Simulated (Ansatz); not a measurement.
## From In(CH3)3 to In(NH2)3: predicting a member

Gas-phase molecules. On one In centre, n of the CH3 ligands are replaced by NH2. The HOMO–LUMO gap y in eV at wB97X-V/def2-TZVPP. Shapes: PBE0-D4/def2-TZVP. Programs: Ansatz 0.2.0.

| molecule | n | y (eV) |
| --- | --- | --- |
| In(CH3)3 | 0 | 10.14 |
| In(CH3)2(NH2) | 1 | ? |
| In(CH3)(NH2)2 | 2 | 10.32 |
| In(NH2)3 | 3 | 10.53 |

**Question.** Fit y = c + s·n to the known rows and predict In(CH3)2(NH2).

**Answer.** 
1. Means of the 3 rows: n = 1.66667, y = 10.330.
2. Σ(Δn)² = 4.6667, Σ(Δn·Δy) = 0.58, so the slope is 0.58/4.6667 = 0.12428.
3. Intercept: 10.330 − (0.12428) × 1.66667 = 10.123. The largest residual of the fit is 0.051.
4. In(CH3)2(NH2): 10.123 + (0.12428) × 1 = 10.25 eV.

The run gave 10.36 eV, so the prediction is off by -0.11 eV, more than the largest residual. The steps per swap are uneven (+0.22, -0.04, +0.21), so a line is a poor model. Other levels give for In(CH3)2(NH2): SPW92/def2-TZVPP 4.18; wB97M-V/def2-TZVPP 9.90 eV. Orbital gaps aren't excitation energies, and the LUMO depends on the basis. For atoms past krypton def2 sets carry core potentials with scalar relativity. The series isn't monotonic at this level.

Replacing all three methyl groups by amide widens the gap only modestly, from 10.14 to 10.53 eV, and the second swap interrupts the rise with a small drop of 0.04 eV. A plausible reason is a competition at both frontier levels. Nitrogen is more electronegative than carbon and stabilises the σ bonds to indium, but it also brings lone pairs that can take over as the HOMO. Donation from these lone pairs into the formally empty In 5p orbital lowers the donor combination and raises the acceptor level. With several amides, the lone pairs also form combinations that overlap poorly with that orbital, so successive swaps needn't contribute equally. The gaps alone can't separate a HOMO shift from a LUMO shift.

The much smaller SPW92 gap of 4.18 eV probably reflects the missing long-range exact exchange, which separates occupied from empty levels in the range-separated hybrids. Those two hybrids differ for the monoamide by more than the whole spread of the series, so whether the small drop survives a change of functional remains open.
